\textbf{Question.} Papers on nanosecond discharges quote a critical field for electron runaway, $E_c=NZe^3/(4\pi\epsilon_0^2\cdot 2.718\,I)$, and say that above it electrons are accelerated without limit. Where does it come from, why does Euler's number appear, and how literally can I take it? My case is CO$_2$ at 10 Torr under a fast pulse.

\textbf{Answer.} The friction force on a fast electron in a neutral gas rises, passes a maximum and then falls with energy. $E_c$ is the field whose pull equals that maximum. The derivation also shows that the prefactor is uncertain by almost a factor of two, and that $E_c$ refers to electrons moving along the force.

\textbf{Conventions and premises}

SI formulas; $e>0$ is the elementary charge, $\mathrm{e}=2.718$ is Euler's number, $m$ the electron mass, $\varepsilon=mv^2/2=\hbar^2k^2/2m$ the kinetic energy, and $\kappa=e^2/4\pi\epsilon_0=1.440$ eV nm. $N$ is the number density of molecules, $Z$ the number of electrons per molecule, and 1 Td $=10^{-21}$ V m$^2$.

(P1) The gas is weakly ionised: electrons collide only with ground-state neutrals, one at a time.
(P2) The motion is non-relativistic.
(P3) Collisions follow the first Born approximation, which needs $\varepsilon$ far above the excitation energies.
(P4) Losses act as a continuous force $F(\varepsilon)$, the mean energy lost per unit path.
(P5) The field is uniform and constant, and the electron moves along the force $-e\mathbf E$.

\textbf{1. Inelastic cross section}

Let the electron go from $\mathbf k$ to $\mathbf k'$, $\mathbf q=\mathbf k-\mathbf k'$, while the molecule goes from $|0\rangle$ to the electronic state $|n\rangle$ with excitation energy $E_n$. The Fourier transform of $\kappa/|\mathbf r-\mathbf r_j|$ is $4\pi\kappa\,\mathrm e^{i\mathbf q\cdot\mathbf r_j}/q^2$. The nuclear attraction drops out at fixed nuclei because $\langle n|0\rangle=0$. The Born cross section, averaged over molecular orientation, is
\begin{equation}
\frac{d\sigma_n}{d\Omega}=\frac{k'}{k}\left(\frac{2m\kappa}{\hbar^2q^2}\right)^2|\langle n|\rho_q|0\rangle|^2,\qquad \rho_q=\sum_{j=1}^{Z}\mathrm e^{i\mathbf q\cdot\mathbf r_j}.\tag{1}
\end{equation}
From $q^2=k^2+k'^2-2kk'\cos\theta$ we get $q\,dq=kk'\sin\theta\,d\theta$, so $d\Omega=2\pi q\,dq/kk'$, and with $\hbar k=mv$
\begin{equation}
d\sigma_n=\frac{8\pi\kappa^2}{\hbar^2v^2}|\langle n|\rho_q|0\rangle|^2\frac{dq}{q^3}.\tag{2}
\end{equation}
Define the generalised oscillator strength $f_n(q)=2mE_n|\langle n|\rho_q|0\rangle|^2/\hbar^2q^2$. Then $E_n\,d\sigma_n=(4\pi\kappa^2/mv^2)f_n(q)\,dq/q$, and the friction $F=N\sum_n\int E_n\,d\sigma_n$ becomes
\begin{equation}
F=\frac{K}{\varepsilon}L,\qquad K=2\pi NZ\kappa^2=\frac{NZe^4}{8\pi\epsilon_0^2},\qquad L=\frac1Z\sum_n\int f_n(q)\frac{dq}{q}.\tag{3}
\end{equation}

\textbf{2. Sum rule}

Set $E_0=0$ and insert a complete set of states:
\begin{equation}
\langle0|[\rho_q^\dagger,[H,\rho_q]]|0\rangle=\sum_nE_n\left(|\langle n|\rho_q|0\rangle|^2+|\langle n|\rho_q^\dagger|0\rangle|^2\right).\tag{4}
\end{equation}
The two sums are equal, since $H$ and the ground-state wave function can be taken real and $\rho_q^\dagger$ is the complex conjugate of $\rho_q$. The potential energy commutes with $\rho_q$. For one electron with $\mathbf q$ along $x$, $[H,\mathrm e^{iqx}]=\mathrm e^{iqx}A$ with $A=\hbar qp_x/m+\hbar^2q^2/2m$. Because $\mathrm e^{iqx}p_x\mathrm e^{-iqx}=p_x-\hbar q$,
\begin{equation}
[\mathrm e^{-iqx},\mathrm e^{iqx}A]=A-\mathrm e^{iqx}A\,\mathrm e^{-iqx}=\frac{\hbar^2q^2}{m}.\tag{5}
\end{equation}
Terms that mix different electrons commute. Hence $\sum_nE_n|\langle n|\rho_q|0\rangle|^2=Z\hbar^2q^2/2m$, which is Bethe's sum rule $\sum_nf_n(q)=Z$ for every $q$.

\textbf{3. Soft collisions}

The smallest momentum transfer that excites $n$ is $q_n=k-k'$. From $E_n=\hbar^2(k^2-k'^2)/2m\simeq\hbar v\,(k-k')$ for $E_n\ll\varepsilon$, it is $q_n=E_n/\hbar v$. Let $r_0$ be the size of the electron cloud and choose $q_1$, $q_0$ with $q_n\ll q_1\ll1/r_0\ll q_0\ll k$, which is possible only under (P3). Below $q_1$ the exponential can be expanded to first order and $f_n(q)$ equals the optical oscillator strength $f_n=f_n(0)$. Between $q_1$ and $q_0$ the limits do not depend on $n$ and the sum rule applies under the integral:
\begin{equation}
ZL_{\rm soft}=\sum_nf_n\ln\frac{\hbar vq_1}{E_n}+Z\ln\frac{q_0}{q_1}=Z\ln\frac{\hbar vq_0}{I},\qquad Z\ln I\equiv\sum_nf_n\ln E_n.\tag{6}
\end{equation}
The second equality uses $\sum_nf_n=Z$, and $q_1$ cancels. $I$ is the mean excitation energy. With $T_0=\hbar^2q_0^2/2m$ we have $(\hbar vq_0)^2=2mT_0v^2=4\varepsilon T_0$, so
\begin{equation}
L_{\rm soft}=\tfrac12\ln\frac{4\varepsilon T_0}{I^2}.\tag{7}
\end{equation}

\textbf{4. Hard collisions}

For $q>q_0$ the struck electron is effectively free and at rest, and takes the energy $T=\hbar^2q^2/2m$. Putting the squared matrix element equal to one per electron in (2), and using $dT/T^2=4m\,dq/\hbar^2q^3$, gives the Rutherford law $d\sigma=(\pi\kappa^2/\varepsilon)\,dT/T^2$. By (3), $L_{\rm hard}=(\varepsilon/2\pi\kappa^2)\int T\,d\sigma$. There are two ways to close the integral.

(A) Ignore exchange. Equal masses allow the whole energy to be handed over, $T\le\varepsilon$, so $L_{\rm hard}=\frac12\ln(\varepsilon/T_0)$. Adding (7), $T_0$ cancels and $L=\ln(2\varepsilon/I)$.

(B) Treat the electrons as identical. In Born approximation the direct and exchange amplitudes go as $1/T$ and $1/(\varepsilon-T)$. They add in the singlet (weight $1/4$) and subtract in the triplet (weight $3/4$), so the cross term $2/T(\varepsilon-T)$ carries the factor $1/4-3/4=-1/2$, which gives the Born limit of Mott's formula
\begin{equation}
\frac{d\sigma}{dT}=\frac{\pi\kappa^2}{\varepsilon}\left[\frac1{T^2}+\frac1{(\varepsilon-T)^2}-\frac1{T(\varepsilon-T)}\right].\tag{8}
\end{equation}
The faster outgoing electron is called the primary, so $T\le\varepsilon/2$. Multiplied by $T$, and with $T_0\ll\varepsilon$, the three terms integrate to $\ln(\varepsilon/2T_0)$, $1-\ln2$ and $-\ln2$. Thus $L_{\rm hard}=\frac12[\ln(\varepsilon/8T_0)+1]$, and adding (7) gives $L=\frac12[\ln(\varepsilon^2/2I^2)+1]$.

Both cases read
\begin{equation}
F(\varepsilon)=\frac{NZe^4}{8\pi\epsilon_0^2\,\varepsilon}\ln\frac{a\varepsilon}{I},\qquad a_A=2,\qquad a_B=\sqrt{\mathrm e/2}=1.166.\tag{9}
\end{equation}
Form A is customary in the runaway literature and lies behind the quoted $E_c$. Form B is Bethe's non-relativistic result for electrons, and it is the consistent one for runaway, where one follows the faster electron. For $\varepsilon\gg I$ the two differ by a constant beside a large logarithm. At the maximum the logarithm is not large.

\textbf{5. Maximum of the friction}
\begin{equation}
\frac{dF}{d\varepsilon}=\frac{K}{\varepsilon^2}\left(1-\ln\frac{a\varepsilon}{I}\right).\tag{10}
\end{equation}
This is positive while the logarithm is below one and negative afterwards, so there is a single maximum where $L=1$:
\begin{equation}
\varepsilon_m=\frac{\mathrm e\,I}{a},\qquad F_m=\frac{K}{\varepsilon_m}.\tag{11}
\end{equation}
That is the origin of Euler's number.

\textbf{6. Critical field and threshold energy}

Under (P4) and (P5), with $x$ measured along the force,
\begin{equation}
\frac{d\varepsilon}{dx}=eE-F(\varepsilon).\tag{12}
\end{equation}
If $eE>F_m$ the right side is at least $eE-F_m>0$ at every energy, so $\varepsilon$ grows without bound from any starting value. The critical field is
\begin{equation}
E_c=\frac{F_m}{e}=\frac{a\,NZe^3}{8\pi\epsilon_0^2\,\mathrm e\,I},\qquad E_c^{(A)}=\frac{NZe^3}{4\pi\epsilon_0^2\,\mathrm e\,I},\qquad \frac{E_c^{(B)}}{E_c^{(A)}}=\frac{a_B}{2}=0.583,\tag{13}
\end{equation}
with $I$ in joule. $E_c/N$ depends only on the molecule. Form A peaks at $\varepsilon_m=2.718\,I/2$.

For $E<E_c$ write $u=\varepsilon/\varepsilon_m$ and $s=E/E_c$. Since $\ln(a\varepsilon/I)=1+\ln u$, the balance $F=eE$ is
\begin{equation}
\frac{1+\ln u}{u}=s.\tag{14}
\end{equation}
The left side rises from zero at $u=1/\mathrm e$ to one at $u=1$ and then falls monotonically to zero, so for $0<s<1$ there is one root on each side of $u=1$. Exponentiating, $\mathrm eu=\mathrm e^{su}$, or $(-su)\mathrm e^{-su}=-s/\mathrm e$, so $u=-W(-s/\mathrm e)/s$ with the Lambert function $W$. At a root $su=1+\ln u$, so the upper root has $W<-1$, the branch $W_{-1}$, and the lower one lies on the principal branch. Linearising (12) about a root gives $d\,\delta\varepsilon/dx=-F'\,\delta\varepsilon$. The lower root has $F'>0$ and attracts. The upper root has $F'<0$ and repels: an electron just above it gains energy, feels less friction and gains faster. The runaway threshold is therefore
\begin{equation}
\varepsilon_{\rm th}=-\frac{\varepsilon_m}{s}\,W_{-1}\!\left(-\frac{s}{\mathrm e}\right).\tag{15}
\end{equation}
Near the maximum the left side of (14) is $1-(u-1)^2/2$, so $u_{\rm th}\simeq1+\sqrt{2(1-s)}$ and the roots merge at $s=1$. The lower root lies where (9) is meaningless (it vanishes at $I/a$ and turns negative) and does not give the mean energy of the swarm.

\textbf{7. What angular scattering does}

Dropping (P5), with $\mu$ the cosine of the angle between velocity and force and $l$ the path length, $d\varepsilon/dl=eE\mu-F$. Within (P4), $E>E_c$ thus stays necessary for a slow electron to cross the peak, but only electrons with $\mu>F/eE$ gain. To size the effect, treat each atom $i$ as a screened potential $-Z_i\kappa\,\mathrm e^{-r/b_i}/r$. Its transform is $-4\pi Z_i\kappa/(q^2+b_i^{-2})$, and with $q=2k\sin(\theta/2)$, $y=\sin^2(\theta/2)$, $\eta_i=(2kb_i)^{-2}$, the Born cross section is $(Z_i\kappa/4\varepsilon)^2/(y+\eta_i)^2$. With $1-\cos\theta=2y$ and $d\Omega=4\pi\,dy$, the transport cross section of independent atoms is
\begin{equation}
\sigma_{\rm tr}=\frac{\pi\kappa^2}{\varepsilon^2}\sum_iZ_i^2\Lambda_i,\qquad \Lambda_i=\frac12\int_0^1\!\frac{y\,dy}{(y+\eta_i)^2}=\frac12\left[\ln\frac{1+\eta_i}{\eta_i}-\frac1{1+\eta_i}\right].\tag{16}
\end{equation}
Directed momentum is lost at the rate $G=N\sigma_{\rm tr}v\,mv=2\varepsilon N\sigma_{\rm tr}$, and by (3) its ratio to the friction is $\rho=G/F=\sum_iZ_i^2\Lambda_i/ZL$. The energy lost in recoil is only about $(m/M)\,G$.

The field turns the velocity: from $\mu=p_x/p$, $d\mu/dl=eE(1-\mu^2)/2\varepsilon$. Scattering, taken as small-angle, diffuses it, with a coefficient fixed by $d\langle\mu\rangle/dl=-N\sigma_{\rm tr}\langle\mu\rangle$:
\begin{equation}
\frac{\partial g}{\partial l}=\frac{\partial}{\partial\mu}\left\{(1-\mu^2)\left[\frac{N\sigma_{\rm tr}}{2}\frac{\partial g}{\partial\mu}-\frac{eE}{2\varepsilon}g\right]\right\}.\tag{17}
\end{equation}
If the angle relaxes before the energy changes, the bracket vanishes, $g\propto\mathrm e^{\beta\mu}$ with $\beta=eE/\varepsilon N\sigma_{\rm tr}=2eE/\rho F$, and $\langle\mu\rangle=\coth\beta-1/\beta$. The average electron then gains energy only when $w=eE/F$ exceeds the root of
\begin{equation}
w\left[\coth\frac{2w}{\rho}-\frac{\rho}{2w}\right]=1.\tag{18}
\end{equation}
The ratio of the energy length $\varepsilon/F$ to the angular length $1/N\sigma_{\rm tr}$ is $\rho/2$, so (18) needs $\rho$ well above two.

\textbf{8. Range of validity}

(i) Born condition. Equation (9) needs $\varepsilon\gg I$, whereas the maximum sits at $1.36\,I$ (A) or $2.33\,I$ (B), where no window $I\ll T_0\ll\varepsilon$ exists. The neglected terms in $L$ are comparable with $L=1$ itself, and the ratio 0.583 shows how strongly one constant in the logarithm acts. $E_c$ is an estimate to within a factor of about two. The threshold (15) improves as $s$ falls, since $\varepsilon_{\rm th}/I$ grows.

(ii) Inner shells. Electrons bound more tightly than $\varepsilon_m$ cannot be excited at the peak, yet they are counted in $Z$ and $I$. Removing them lowers $Z$, which lowers $E_c$, and lowers $I$, which raises it.

(iii) Discreteness. If a collision costs $\Delta$ on average, about $\varepsilon_m/\Delta$ collisions occur over the length $\varepsilon_m/F_m$. This number is small, so some electrons cross the peak below $E_c$, and the sharp threshold becomes a steeply rising escape rate.

(iv) Direction. Runaway from every energy above $E_c$ holds for aligned electrons. For the average electron (18) applies.

(v) Relativity. $mv^2=2\varepsilon(1-3\varepsilon/2mc^2+\dots)$, a correction of 0.3 per cent at 1 keV. The relativistic friction has a minimum near 1 MeV, so (15) fails once $s$ is so small that $\varepsilon_{\rm th}$ approaches $mc^2$.

(vi) Ionisation degree. Free electrons of density $n_e$ add a friction $2\pi n_e\kappa^2\ln\Lambda_C/\varepsilon$, negligible for $n_e/N\ll ZL/\ln\Lambda_C$, where the Coulomb logarithm $\ln\Lambda_C$ is typically about 10.

(vii) Time and space. $E$ is the local field. It must extend over several lengths $\ell=\varepsilon_m/F_m$, last several times $\ell/v$, and be set up before space charge screens it, which is why the pulse has to be fast.

\textbf{9. CO$_2$ at 10 Torr}

CO$_2$ and N$_2$ both serve as plasma feed gases in chip processing. Take $T=300$ K, so $N=p/k_BT=3.22\times10^{23}$ m$^{-3}$. For CO$_2$, $Z=22$ and $I\approx85$ eV is an approximate input. Then $2\pi\kappa^2=13.03$ eV$^2$nm$^2$ and $K/N=286.6$ eV$^2$nm$^2$, and 1 eV nm$^2$ of $F/N$ corresponds to $10^3$ Td. As a field below $E_c$ take 3 kV/cm, or $0.932\times10^3$ Td. The third figures serve only to let the arithmetic be followed, and each entry comes from unrounded predecessors.

\begin{tabular}{lcc}
 & A & B\\
$\varepsilon_m$ (eV) & 116 & 198\\
$E_c/N$ ($10^3$ Td) & 2.48 & 1.45\\
$E_c$ (kV/cm) & 8.0 & 4.7\\
$s$ at 3 kV/cm & 0.376 & 0.644\\
$u_{\rm th}$ from (14) & 8.29 & 3.49\\
$\varepsilon_{\rm th}$ (keV) & 0.96 & 0.69
\end{tabular}

For N$_2$ with $Z=14$ and $I\approx80$ eV the same formulas give $1.7\times10^3$ Td (A) and $0.98\times10^3$ Td (B).

The remaining estimates use form B at $\varepsilon_m$. The length is $\ell=0.43$ mm, the speed $8.35\times10^6$ m/s and $\ell/v=0.05$ ns, so a pulse of a few nanoseconds is quasi-static for one electron. At 10 kV/cm, $s=2.1$, and by (12) an aligned electron reaches 1 keV within $1\ \mathrm{keV}/(eE-F_m)=1.9$ mm, provided the friction never exceeds $F_m$.

The neglected terms have these sizes. The K edges of C and O, approximately 290 and 540 eV, lie above $\varepsilon_m$, so 6 of 22 electrons, 27 per cent, are inactive. A typical $\Delta\approx35$ eV gives about 6 collisions over $\ell$, with relative scatter $\sqrt{\Delta/\varepsilon_m}\approx0.4$. Recoil is negligible, $m/M=1.2\times10^{-5}$ for $M=44$ u. With the Thomas--Fermi length $b_i\approx0.885\,a_0Z_i^{-1/3}$ ($a_0$ the Bohr radius) and $ka_0=3.82$, (16) gives $\Lambda_{\rm C}=0.88$ for carbon and $\Lambda_{\rm O}=0.80$ for oxygen, so $\rho=(36\Lambda_{\rm C}+128\Lambda_{\rm O})/22=6.1$. The root of (18) is $w\approx3$. This is a rough figure: the scale separation $\rho/2\approx3$ is modest, deflections in inelastic collisions are left out, and the Born parameter $Z_i/ka_0$ is 2.1 for oxygen, where the Born approximation tends to overstate $\sigma_{\rm tr}$.

The model's critical field for CO$_2$ at 10 Torr and 300 K is thus between about 5 and 8 kV/cm, with the quoted formula at the upper end. As typical knowledge and not as a measurement, friction curves built from collision cross sections peak near 100 to 150 eV at roughly $1.5\times10^3$ Td for CO$_2$, so form A runs high by a factor of about 1.7, while form B places its peak too high in energy and, in view of (i), owes its height partly to compensating omissions. At 3 kV/cm only electrons injected along the force with roughly 0.7 to 1 keV escape in the model. At 10 kV/cm aligned electrons escape from any energy, while the average electron at the peak still loses energy until the field reaches about $3E_c^{(B)}$.